\section*{Escape depth of a screw dislocation in a silicon foil}

\subsection*{Problem}

A freestanding Si(001) lamella of thickness $t = 100$ nm contains a long straight screw dislocation parallel to its faces. The line and the Burgers vector lie along $[110]$, with $\mathbf b = \tfrac{a}{2}[110]$. The lamella is much wider than it is thick, does not twist and carries no applied or residual stress. The dislocation moves only by glide on a $\{111\}$ plane, and only where the resolved shear stress exceeds a friction stress $\tau_f$.

\paragraph{Data.}
\begin{itemize}
\item Elastic constants of Si, compiled measured values (Oses 2018, temperature not stated): $C_{11} = 165.64$ GPa, $C_{12} = 63.94$ GPa, $C_{44} = 79.51$ GPa.
\item Lattice constant: $a = 0.5431$ nm (typical).
\item Friction stress, four assumed cases: 4000 MPa, a typical size for the zero-temperature Peierls stress of the undissociated screw core, and 200, 40 and 10 MPa, which stand for the thresholds left when a warm crystal or impurity locking sets the resistance.
\item Shear moduli of amorphous layers, treated as isotropic: SiO$_2$ 31 GPa (typical), Si$_3$N$_4$ 110 GPa (assumed).
\item Glide velocity of a screw in pure Si, $v = M\tau$ with $M = M_0 e^{-Q/k_BT}$, and typical parameters $M_0 = 3.5\times10^{4}$ m\,s$^{-1}$\,MPa$^{-1}$, $Q = 2.35$ eV.
\item For the size of corrections: dissociation width $s = 5$ nm (typical), surface oxide thickness $h = 2$ nm (assumed).
\end{itemize}

\paragraph{Questions.}
(a) Find the image force and the resolved glide stress at depth $d = 10$ nm below a single free (001) surface, and compare with an edge dislocation of the same $b$.
(b) Find the escape depth, within which the screw is pulled out, for a half-space and for the lamella.
(c) Replace the free surface by a bonded interface to thick SiO$_2$ or thick Si$_3$N$_4$.
(d) With no threshold and the linear velocity law, find the time to escape from $x_0 = t/4$ at $600\,^\circ$C.

\subsection*{Solution}

\paragraph{Why the image formula holds.}
Take $x$ normal to the boundary and $z$ along the line. Medium 1 (shear modulus $\mu_1$) fills $x>0$ and holds the screw at $(d,0)$. Medium 2 ($\mu_2$) fills $x<0$. For now both are isotropic. A screw has only the displacement $w(x,y)$ along $z$, which is harmonic, with $\sigma_{xz} = \mu\,\partial_x w$ and $\sigma_{yz} = \mu\,\partial_y w$. The sign convention is that $w$ grows by $b$ on a counterclockwise circuit about $+z$. Let $\theta_\pm$ be the polar angle about the point $(\pm d,0)$, and try
\begin{equation}
w_1 = \frac{b}{2\pi}\,(\theta_+ + k\,\theta_-), \qquad w_2 = \frac{b}{2\pi}\,k'\,\theta_+ .
\end{equation}
Each added source lies outside the medium whose field it describes, so no new singularity enters. On $x=0$, with $r^2 = d^2+y^2$, one has $\partial_y\theta_\pm = \mp d/r^2$ and $\partial_x\theta_\pm = -y/r^2$. A welded interface needs continuous $w$, hence continuous $\partial_y w$, and continuous traction $\sigma_{xz}$:
\begin{equation}
1-k = k', \qquad \mu_1(1+k) = \mu_2 k' \quad\Rightarrow\quad k = \frac{\mu_2-\mu_1}{\mu_1+\mu_2}.
\end{equation}
The force on the dislocation comes from the image term alone. That term gives $\sigma_{yz} = \mu_1 k b/(2\pi\cdot 2d)$ and $\sigma_{xz}=0$ at $(d,0)$. The Peach--Koehler force per unit length, $\mathbf F = (\boldsymbol\sigma\cdot\mathbf b)\times\hat{\mathbf z}$, is then
\begin{equation}
F_x = b\,\sigma_{yz} = \frac{\mu_1 b^2}{4\pi d}\,\frac{\mu_2-\mu_1}{\mu_1+\mu_2}.
\label{eq:weld}
\end{equation}
Positive $F_x$ points away from the interface. A stiffer neighbour repels and a softer one attracts. A free surface is the limit $\mu_2\to0$, $k=-1$: an attraction $\mu b^2/4\pi d$.

The free-surface result also follows from scaling, which covers the edge dislocation. The energy per length $W$ outside a core radius $r_0$ can depend only on $d/r_0$. For $r_0\ll d$ the field near the core is that of the infinite crystal, so $\partial W/\partial r_0 = -E/r_0$, where $E$ is the prelogarithmic energy factor. Hence $W = E\ln(d/r_0) + \text{const}$ and $F_x = -E/d$. No force acts along the surface, because $W$ does not depend on $y$. In an isotropic solid
\begin{equation}
E_{\text{screw}} = \frac{\mu b^2}{4\pi}, \qquad E_{\text{edge}} = \frac{\mu b^2}{4\pi(1-\nu)},
\end{equation}
and $E_{\text{edge}}$ is the same for every direction of $\mathbf b$ in the plane normal to the line. The direction of $\mathbf b$ only decides how the force splits into glide and climb. For $\mathbf b$ parallel to the surface it is a pure climb force.

\paragraph{The modulus for a $\langle110\rangle$ screw in Si.}
With $x\parallel[001]$, $y\parallel[1\bar10]$, $z\parallel[110]$, the plane normal to the line is a mirror plane, so $w$ decouples from the in-plane displacements, and
\begin{equation}
\sigma_{xz} = C_{44}\,\partial_x w, \qquad \sigma_{yz} = C'\,\partial_y w, \qquad C' = \tfrac12(C_{11}-C_{12}) = 50.85\ \text{GPa}.
\end{equation}
Equilibrium reads $C_{44}\partial_x^2w + C'\partial_y^2w = 0$. The stretch $x' = \lambda x$ with $\lambda = \sqrt{C'/C_{44}} = 0.800$ turns this into Laplace's equation, and the traction becomes $\sigma_{xz} = K\,\partial_{x'}w$ with
\begin{equation}
K = \sqrt{C_{44}C'} = \sqrt{79.51\times50.85}\ \text{GPa} = 63.59\ \text{GPa}.
\end{equation}
The matching conditions keep their form with $\mu_1\to K$. The image stress is $C'kb/(4\pi\lambda d) = Kkb/(4\pi d)$, so Eq.~\eqref{eq:weld} holds exactly in linear elasticity with $K$ in place of $\mu_1$.

\paragraph{(a) Force and glide stress at 10 nm.}
The Burgers vector is $b = a/\sqrt2 = 0.3840$ nm. Since 1 GPa\,nm is 1 N/m and 1 GPa\,nm$^2$ is 1 nN,
\begin{equation}
Kb = 24.42\ \text{N/m}, \qquad E = \frac{Kb^2}{4\pi} = 0.746\ \text{nN} = 4.66\ \text{eV/nm}.
\end{equation}
At $d = 10$ nm the attraction is $E/d = 0.0746$ N/m.

Two $\{111\}$ planes contain $[110]$, and both are inclined at $\vartheta = 54.74^\circ$ to (001). On $(1\bar11)$ the glide direction normal to the line is $[\bar112]/\sqrt6$, whose component along $[001]$ is $\sin\vartheta = 2/\sqrt6 = 0.8165$. The glide force is $|F_x|\sin\vartheta$, and dividing by $b$ gives the resolved stress
\begin{equation}
\tau(d) = \frac{Kb\sin\vartheta}{4\pi d} = \frac{19.94\ \text{N/m}}{4\pi d} = \frac{1587\ \text{MPa\,nm}}{d}.
\label{eq:half}
\end{equation}
At 10 nm this is 159 MPa. Because $\mathbf b$ is a lattice vector lying in the surface plane, the escaping screw leaves no step, and no step energy opposes the exit.

For the edge, an isotropic estimate uses the Voigt averages of the same constants: $\mu_V = (C_{11}-C_{12}+3C_{44})/5 = 68.0$ GPa, $B = (C_{11}+2C_{12})/3 = 97.8$ GPa, and $\nu = (3B-2\mu_V)/[2(3B+\mu_V)] = 0.218$. Then $\mu_V/(1-\nu) = 87.0$ GPa and the attraction at 10 nm is about 0.10 N/m. In the real cubic crystal $E_{\text{edge}}$ depends somewhat on the direction of $\mathbf b$ relative to the crystal axes, so only two figures are kept.

\paragraph{(b) Escape depth.}
In a half-space the screw moves where $\tau(d)>\tau_f$. Since $\tau$ rises as the surface approaches, a dislocation that starts to move outward runs all the way. The escape depth is
\begin{equation}
d_\infty = \frac{Kb\sin\vartheta}{4\pi\tau_f}.
\end{equation}

In the lamella, with free faces at $x=0$ and $x=t$ and the screw at depth $x$, repeated reflection gives images of Burgers vector $-b$ at $2nt-x$ for all integers $n$, and images $+b$ at $2nt+x$ for $n\neq0$. The like images at $n$ and $-n$ cancel in pairs. An unlike image at signed distance $2(nt-x)$ pulls with $E/(nt-x)$. Summing $n$ and $-n$ together and using the partial-fraction series of the cotangent,
\begin{equation}
F_x = E\left[-\frac1x + \sum_{n=1}^\infty \frac{2x}{n^2t^2-x^2}\right] = -\frac{\pi E}{t}\cot\frac{\pi x}{t} = -\frac{Kb^2}{4t}\cot\frac{\pi x}{t}.
\end{equation}
The force points to the nearer face, reduces to $-E/x$ for $x\ll t$, and vanishes at the midplane, which is an unstable equilibrium. The resolved stress toward the nearer face, for $x<t/2$, is
\begin{equation}
\tau(x) = \tau_0\cot\frac{\pi x}{t}, \qquad \tau_0 = \frac{Kb\sin\vartheta}{4t} = \frac{19.94\ \text{N/m}}{400\ \text{nm}} = 49.8\ \text{MPa}.
\label{eq:foil}
\end{equation}
Setting $\tau = \tau_f$, and noting that $\tau_0/\tau_f = \pi d_\infty/t$,
\begin{equation}
d_{\text{foil}} = \frac{t}{\pi}\arctan\frac{\tau_0}{\tau_f} = \frac{t}{\pi}\arctan\frac{\pi d_\infty}{t}.
\end{equation}
Both faces clear a zone of this depth, so the fraction $2d_{\text{foil}}/t$ of the thickness cannot hold such a screw.

\begin{center}
\begin{tabular}{rrrrr}
\hline
$\tau_f$ (MPa) & $d_\infty$ (nm) & $\tau_0/\tau_f$ & $d_{\text{foil}}$ (nm) & $2d_{\text{foil}}/t$ (\%)\\
\hline
4000 & 0.40 & 0.0125 & 0.40 & 0.8\\
200 & 7.9 & 0.249 & 7.8 & 16\\
40 & 40 & 1.25 & 28 & 57\\
10 & 159 & 4.98 & 44 & 87\\
\hline
\end{tabular}
\end{center}

These depths are the model's, since they scale with the assumed friction. For $\tau_f\gg\tau_0$ the far face hardly matters. For $\tau_f\lesssim\tau_0$ the half-space formula overshoots, and at 10 MPa it returns a depth larger than the lamella itself. The stress $\tau_0\propto1/t$ is the scale to compare with friction: at $\tau_f=\tau_0$ half of the thickness is cleared.

The first row needs care. There $d_\infty = 1.0\,b$, inside the range where the core overlaps the surface and linear elasticity fails. The row says only that the escape depth is of the order of the core size. Any friction above 1 GPa gives less than 1.6 nm by Eq.~\eqref{eq:half}.

\paragraph{(c) Bonded oxide or nitride.}
For a layer much thicker than $d$, on Si much thicker than $d$, the stress of Eq.~\eqref{eq:half} is multiplied by $|k|$, and the sign of $k$ gives the direction:
\begin{equation}
k_{\text{SiO}_2} = \frac{31-63.59}{31+63.59} = -0.34, \qquad k_{\text{Si}_3\text{N}_4} = \frac{110-63.59}{110+63.59} = +0.27 .
\end{equation}
Thick oxide still attracts, at about one third of the free-surface strength. At $\tau_f = 40$ MPa the capture depth $|k|\,d_\infty$ is 14 nm in place of 40 nm. Thick nitride repels, with a resolved stress of 42 MPa at 10 nm, so with the same friction a screw closer than about that distance is pushed back into the silicon. These are modulus effects only. The intrinsic and thermal stress of a deposited film loads the silicon at film edges and must be added separately.

\paragraph{(d) Escape time at $600\,^\circ$C.}
Lattice friction in Si is overcome by thermally activated kink motion, so at anneal temperature a clean dislocation has a velocity rather than a sharp threshold. At $T = 873.15$ K, $k_BT = 75.24$ meV and $Q/k_BT = 31.23$, which gives $M = 0.95$ nm\,s$^{-1}$\,MPa$^{-1}$. The depth changes at the rate $\dot x = -M\tau(x)\sin\vartheta$. With Eq.~\eqref{eq:foil},
\begin{equation}
t_{\text{esc}} = \frac{1}{M\tau_0\sin\vartheta}\int_0^{x_0}\tan\frac{\pi x}{t}\,dx = \frac{(t/\pi)\,\bigl[-\ln\cos(\pi x_0/t)\bigr]}{M\tau_0\sin\vartheta}.
\end{equation}
For $x_0 = t/4$ the numerator is $11.0$ nm and $\tau_0\sin\vartheta = 40.7$ MPa, so $t_{\text{esc}}\approx0.3$ s. This time is the model's and is good as an order of magnitude: the linear law is typical of long dislocations at stresses up to a few tens of MPa, and here the stress starts at $\tau_0$ and rises toward the surface. The time diverges only logarithmically as $x_0\to t/2$. A clean, unpinned screw therefore leaves a 100 nm lamella during any furnace step at this temperature, and what remains is set by thresholds such as those in the lower rows of the table.

\paragraph{Size of the neglected effects.}
\begin{itemize}
\item \emph{Thin surface oxide.} A layer with $h\ll d$ acts as a membrane of in-plane shear stiffness $\mu_2h$. A slice of crystal of thickness $\delta$ has stiffness $C'\delta$, so the layer moves the effective free surface outward by $\delta = \mu_2h/C' = 31\times2/50.85$ nm $= 1.2$ nm. In a half-space the escape depth counted from the Si/oxide boundary falls by this amount. In the lamella, oxide on both faces also raises the effective thickness to $t+2\delta$, and to first order in $\delta$, with $u = \tau_0/\tau_f$, the depth $d_{\text{foil}}$ falls by $\delta - (2\delta/\pi)\,[\arctan u - u/(1+u^2)]$. That is 1.2 nm (16\%) in the 200 MPa row, 0.9 nm (3\%) in the 40 MPa row and 0.3 nm (0.7\%) in the 10 MPa row. For $d\ll h$ the thick-layer factor of part (c) applies instead.
\item \emph{Dissociation.} A screw that glides at elevated temperature is split into two $30^\circ$ partials, which share the screw component equally and carry opposite edge components. The total image force is even in the splitting, so its relative change is of order $(s/2d)^2$: 0.10 at 7.8 nm and 0.008 at 28 nm. The second figure of the 200 MPa row is thus uncertain.
\item \emph{Temperature.} The elastic constants typically soften by several per cent up to anneal temperatures, and $d_\infty$, $\tau_0$ fall in proportion to $K$.
\item \emph{Pinned ends.} A finite segment must bow as it approaches the surface. Line tension resists with a force of order $E/\rho$ for a radius of curvature $\rho$, against the image force $E/d$, so the straight-line result needs a free length much greater than $d$.
\end{itemize}

For failure analysis the two regimes read as follows. At room temperature, with friction in the GPa range, the model clears at most a nanometre or two at each face, in keeping with the typical experience that dislocations in Si survive thinning, so a lamella shows the screws that the wafer held. After heating, with thresholds below $\tau_0 = 49.8$ MPa, as in the 40 and 10 MPa rows, the model clears more than half of a 100 nm lamella of screws lying parallel to its faces, and a count made then understates the original density.